In the last row of the table, where HCN and silane stand 3.350 Å farther apart than at the minimum, B3LYP-D4 has the two molecules repelling each other by 0.06 kcal/mol. CCSD(T) finds an attraction of 0.07 kcal/mol at the same place. HF, the simplest method here, comes within about 0.01 kcal/mol of CCSD(T). A dispersion-corrected functional therefore gets the sign wrong just where the problem ought to be easiest, and the reason bears on how far its results nearer the minimum can be trusted.

Counterpoise-corrected interaction energies of HCN and silane (pair less both molecules in the pair's basis; negative binds), computed with Ansatz 0.2.0 and def2-TZVPPD in the gas phase, with frozen cores in CCSD and CCSD(T). Silane is moved rigidly from the PBE0-D4/def2-TZVP minimum along the line between the molecules' mean atom positions; positive shifts lead outward.

```
shift from the minimum (Å)  CCSD(T) (kcal/mol)  PBE0-D4 (kcal/mol)  B3LYP-D4 (kcal/mol)  HF (kcal/mol)  CCSD (kcal/mol)  PBE0-D4 less CCSD(T) (kcal/mol)
                    -0.335               -0.63               -0.87                -0.59           1.28            -0.34                            -0.24
                    -0.168               -1.11               -1.23                -1.05           0.37            -0.88                            -0.13
                     0.000               -1.26               -1.33                -1.19          -0.11            -1.08                            -0.07
                     0.168               -1.24               -1.29                -1.15          -0.35            -1.10                            -0.04
                     0.402               -1.09               -1.11                -0.96          -0.45            -0.99                            -0.03
                     0.838               -0.73               -0.73                -0.56          -0.39            -0.68                             0.00
                     1.675               -0.30               -0.26                -0.14          -0.20            -0.29                             0.05
                     3.350               -0.07                0.00                 0.06          -0.06            -0.07                             0.07
```

The nitrogen end of HCN points at silicon, on the side opposite one of the Si–H bonds. The N–Si distance is about 3.4 Å at the minimum and 6.7 Å in the last row. Both molecules keep their shape and their closed shells along the whole curve, so CCSD(T) is a sound method for the reference, though the basis still limits its numbers. HF leaves out electron correlation, CCSD includes most of it, and the (T) step adds the effect of triple excitations.

Consider first the limit of large distance. The electron clouds hardly overlap, and two main kinds of attraction remain. One is electrostatic: HCN has a dipole, while silane, too symmetric for a dipole or a quadrupole, answers with its octupole, the pattern of positive silicon and negative hydrogens. HF contains this term, as well as the polarisation of silane by the dipole. The other is dispersion, which is pure correlation; it falls with the sixth power of distance, the dipole–octupole term only with the fifth. The table agrees with this picture, since correlation adds only about 0.01 kcal/mol to the attraction in the last row. That is a net effect: correlation brings in dispersion, but it also lowers the dipole of HCN, which HF makes somewhat too large.

A hybrid functional also contains the electrostatics and the polarisation. Without its dispersion correction it should therefore come close to HF here, and forgotten dispersion could not turn attraction into repulsion. The suspicion falls on the D4 correction itself. D4 adjusts its dispersion coefficients to atomic charges, which it derives from the geometry of the whole pair. If that recipe moves a little charge between two distant neutral molecules, the dispersion energy inside each molecule changes, and the change is counted as interaction.

This idea can be put to a rough test. Let δ be the amount by which a functional lies above HF in the last row. The charges depend on geometry alone, so they are the same for both functionals. If the artefact dominates δ, then δ should scale roughly with the size of each functional's D4 energy; the true dispersion between the molecules, which δ also contains, is neglected here. For the whole pair in the closest row, that energy is 1.88 times as large with B3LYP as with PBE0. From δ = 0.06 kcal/mol for PBE0-D4 it follows that

δ(B3LYP-D4) ≈ 1.88 × 0.06 ≈ 0.11 kcal/mol

The table gives 0.12 kcal/mol. No constant was adjusted, but the agreement is weaker evidence than it looks: with energies rounded to 0.01 kcal/mol, the true ratio of the two offsets could lie anywhere between about 1.7 and 2.4. The charge explanation remains a likely guess. It could be settled by taking the D4 energy of the pair less those of the two molecules at this distance.

At the minimum the balance is quite different. HF gives a binding of only 0.11 kcal/mol out of the 1.26 found by CCSD(T). The electrostatic attraction is still there, but the clouds now overlap, and the Pauli repulsion between filled shells nearly cancels it. What holds the pair together on balance is correlation, mostly dispersion. HF is thus a fair guide to the far tail and a useless one to the well.

CCSD recovers most of that correlation, but not all. Triple excitations supply 15 to 16 per cent of the correlation part in each of the six nearest rows; farther out the energies, rounded to 0.01 kcal/mol, are too small for the printed ratio to mean much. Dispersion arises when an excitation on one molecule is correlated with an excitation on the other, and triples let this pair of excitations respond to the correlation within each molecule. In these six rows CCSD loses a nearly fixed fraction of the correlation part, so its error grows as the molecules approach. The same reasoning suggests that CCSD does better, relative to the binding, for contacts held mainly by electrostatics.

How much such errors matter depends on the yardstick. A target of 1 kcal/mol is no help here, because a calculation that found no binding at all would miss it only narrowly. A tenth of the well depth is a more telling demand. At the minimum CCSD fails it, with an error of 14 per cent of the CCSD(T) binding in the same basis. Both functionals seem to pass with about 6 per cent, but at the basis-set limit CCSD(T) binds by 1.40 kcal/mol instead of 1.26. Against that value PBE0-D4 still passes with an error of 5 per cent, while B3LYP-D4 fails with 15. The program output below lists the differences from the triple-zeta reference for every row.

Against the triple-zeta reference in the table, the two functionals miss by equal amounts in opposite directions: PBE0-D4 binds too strongly by 0.07 kcal/mol and B3LYP-D4 too weakly by the same amount. Yet this comparison depends on where zero is placed. If each curve is measured from its own last row, the well depths become 1.19 kcal/mol for CCSD(T), 1.25 for B3LYP-D4 and 1.33 for PBE0-D4. B3LYP-D4 now binds too strongly, and is the closer of the two.

That ranking does not survive a better basis. Once the counterpoise correction has removed the spurious attraction due to borrowed basis functions, a triple-zeta basis usually leaves CCSD(T) somewhat underbound, and here the basis-set limit deepens the well by 0.14 kcal/mol. Both functionals then bind too weakly at the minimum, PBE0-D4 by 0.07 kcal/mol and B3LYP-D4 by 0.21. If the basis hardly changes the weak tail, PBE0-D4 also stays the closer of the two when each curve is measured from its own last row.

The repulsive side offers a second comparison, and there a constant shift of the zero drops out. An error from the D4 charges may itself change with distance, though, so the comparison is not wholly free of it. From the minimum to the closest row, 0.335 Å further in, the CCSD(T) energy climbs by 0.63 kcal/mol. B3LYP-D4 climbs by 0.60, but PBE0-D4 by only 0.46. Measured against this reference, PBE0-D4 makes the wall too soft, and would let the molecules be pushed together too easily.

A possible cause is that PBE0 lets the nitrogen lone pair spread too readily into the empty orbitals of silane, a known tendency of functionals with only a modest share of exact exchange. It cannot be the whole story, because B3LYP has a still smaller share and yet its wall nearly matches the reference; the two functionals also differ in the rest of their exchange and in their D4 terms. The energies do not isolate any of these effects. Part of the difference may also come from the reference, since the basis error of CCSD(T), 0.14 kcal/mol at the minimum, tends to grow as the molecules approach. If it were 0.10 kcal/mol larger in the closest row, CCSD(T) would climb by only 0.53 kcal/mol, midway between the two functionals. The basis-set limit is needed in that row too before PBE0-D4 can be blamed for a soft wall.

On the way out, the order of merit changes. At a shift of 1.675 Å, CCSD misses only about 5 per cent of the CCSD(T) binding, because correlation now supplies only about a third of it. (Unrounded, the triples contribute 0.0165 out of 0.304 kcal/mol; the program output shows 3.3 per cent because it divides energies rounded to 0.01 kcal/mol.) PBE0-D4 has lost roughly a sixth of the binding and B3LYP-D4 about half. Between these distances, at 0.838 Å, PBE0-D4 matches CCSD(T) to the last printed digit. That is merely where its error against the triple-zeta reference changes sign, and it is no evidence of special accuracy at that distance. Against the basis-set limit, PBE0-D4 already binds too weakly at the minimum.

These gains have very different prices. By formal scaling, doubling the size of the system multiplies the work by 16 for HF or a hybrid functional, by 64 for CCSD and by 128 for CCSD(T). The D4 term adds almost nothing to the cost of the functional. HF thus saves little and loses the well, while CCSD pays much of the price of a correlated calculation and still misses a seventh of the binding at the minimum. For a pair as small as this one, the triples are worth their cost.

For locating the contact, either functional will do. For its strength at the minimum, PBE0-D4 comes within about 0.1 kcal/mol of the CCSD(T) basis-set limit, whereas B3LYP-D4 binds too weakly by about 0.2 kcal/mol. If the stiffness of the contact matters, B3LYP-D4 follows the triple-zeta CCSD(T) wall more closely, but that preference should be checked in a larger basis. A potential for gas-phase collisions or virial coefficients also needs the outer part of the curve, and there neither functional should be used unchecked. CCSD(T) points are the safe choice for such a curve, with a basis larger than triple-zeta at the minimum and further in, where the basis error matters most. An HF calculation at the largest distance is a cheap test of the tail: if HF finds attraction there and a functional with D4 finds repulsion, the dispersion term deserves a look before the functional's long-range energies are used.

Printed output of the fit:

```
Level less CCSD(T) in kcal/mol:
     row  N-Si distance in Å    HF  CCSD  PBE0-D4  B3LYP-D4  triples in % of correlation part
  -0.335               3.015  1.91  0.29    -0.24      0.04                             15.18
  -0.168               3.182  1.48  0.23    -0.13      0.06                             15.54
     0.0                3.35  1.15  0.18    -0.07      0.07                             15.65
   0.168               3.518  0.89  0.14    -0.04      0.09                             15.73
   0.402               3.752  0.64   0.1    -0.03      0.13                             15.63
   0.838               4.188  0.34  0.05        0      0.17                             14.71
   1.675               5.025   0.1  0.01     0.05      0.16                                10
    3.35                 6.7  0.01     0     0.07      0.13                                 0
HF error at the minimum, % of the CCSD(T) binding: 91.27
CCSD error at the minimum, % of the CCSD(T) binding: 14.29
PBE0-D4 error at the minimum, % of the CCSD(T) binding: -5.556
B3LYP-D4 error at the minimum, % of the CCSD(T) binding: 5.556
CCSD error at shift 1.675 Å, % of the CCSD(T) binding: 3.333
PBE0-D4 error at shift 1.675 Å, % of the CCSD(T) binding: 16.67
B3LYP-D4 error at shift 1.675 Å, % of the CCSD(T) binding: 53.33
Rise from the minimum to the closest row, CCSD(T), kcal/mol: 0.63
Rise from the minimum to the closest row, CCSD, kcal/mol: 0.74
Rise from the minimum to the closest row, PBE0-D4, kcal/mol: 0.46
Rise from the minimum to the closest row, B3LYP-D4, kcal/mol: 0.6
Minimum less farthest row, CCSD(T), kcal/mol: -1.19
Minimum less farthest row, PBE0-D4, kcal/mol: -1.33
Minimum less farthest row, B3LYP-D4, kcal/mol: -1.25
Farthest row, PBE0-D4 less HF, kcal/mol: 0.06
Farthest row, B3LYP-D4 less HF, kcal/mol: 0.12
Ratio of these two offsets, B3LYP-D4 to PBE0-D4: 2
Ratio of D4 energies of the whole pair, B3LYP to PBE0: 1.88
Ratio of D4 energies of HCN alone, B3LYP to PBE0: 1.999
Formal cost factor on doubling the system, HF or hybrid functional: 16
Formal cost factor on doubling the system, CCSD: 64
Formal cost factor on doubling the system, CCSD(T): 128
```
